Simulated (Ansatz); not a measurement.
**GeH2F (SMILES [F][GeH2]): methods side by side**

GeH2F has 4 atoms, charge 0, and is taken as a doublet. As SMILES, `[F][GeH2]`. The shape is that of a PBE0-D4/def2-TZVP optimisation.

| atom | x (Å) | y (Å) | z (Å) |
| --- | --- | --- | --- |
| F | 0.1382 | -0.5854 | 1.4420 |
| Ge | 0.3057 | -0.2232 | -0.2571 |
| H | -1.0788 | -0.5278 | -0.8820 |
| H | 0.6904 | 1.2760 | -0.3231 |

Quantity: the vertical energy of the quartet above the doublet, in eV. The values are calculated.

| level | kind | program | value (eV) | less FCI/STO-3G |
| --- | --- | --- | --- | --- |
| UHF/STO-3G | Hartree–Fock | Ansatz | 7.64 | -0.78 |
| USVWN5/STO-3G | LDA | Ansatz | 7.29 | -1.13 |
| UPBE/STO-3G | GGA | Ansatz | 7.31 | -1.11 |
| U-r2SCAN0/STO-3G | hybrid meta-GGA | Ansatz | 8.08 | -0.34 |
| UBHLYP/STO-3G | global hybrid | Ansatz | 8.41 | -0.01 |
| UCAM-B3LYP/STO-3G | range-separated hybrid | Ansatz | 7.97 | -0.45 |
| UMP2/STO-3G | perturbation theory | Ansatz | 8.26 | -0.16 |
| UBCCD(T)/STO-3G | coupled cluster or CI | Ansatz | 8.40 | -0.02 |
| FCI/STO-3G | exact in the basis | Ansatz | 8.42 | 0.00 |

FCI/STO-3G is exact within its basis and frozen core, so for wave-function methods in that basis the difference is their error; functionals converge differently with the basis, so for them it is only a difference. All-electron rows without a relativistic Hamiltonian named are non-relativistic. The values span 7.29 to 8.42 eV. All rows use very small basis sets, so none should be taken for the real molecule's value. In the correlated wave-function rows the outer d shell of Ge is correlated, in sets not made for it.

The quartet lies far above the doublet at every level because reaching it means unpairing a bonding or lone-pair electron and placing it in an orbital that is probably Ge–H or Ge–F antibonding. The doublet needs no such promotion: its single unpaired electron sits mainly in an s–p hybrid on pyramidal germanium.

Hartree–Fock puts the gap too low, at 7.64 eV against 8.42 eV for FCI. It keeps parallel-spin electrons apart through exchange but misses the correlation of opposite spins, which favours the doublet with its extra pair. UMP2 recovers most of this differential correlation, and UBCCD(T) nearly all of it, which suggests that neither state poses a severe multireference problem at this geometry.

Among the functionals, the LDA and GGA gaps are the smallest and the hybrid gaps larger, but exact exchange alone does not explain the order, since Hartree–Fock falls below all three hybrids. The vertical gap does not show whether the quartet would stay bound once its geometry relaxed.
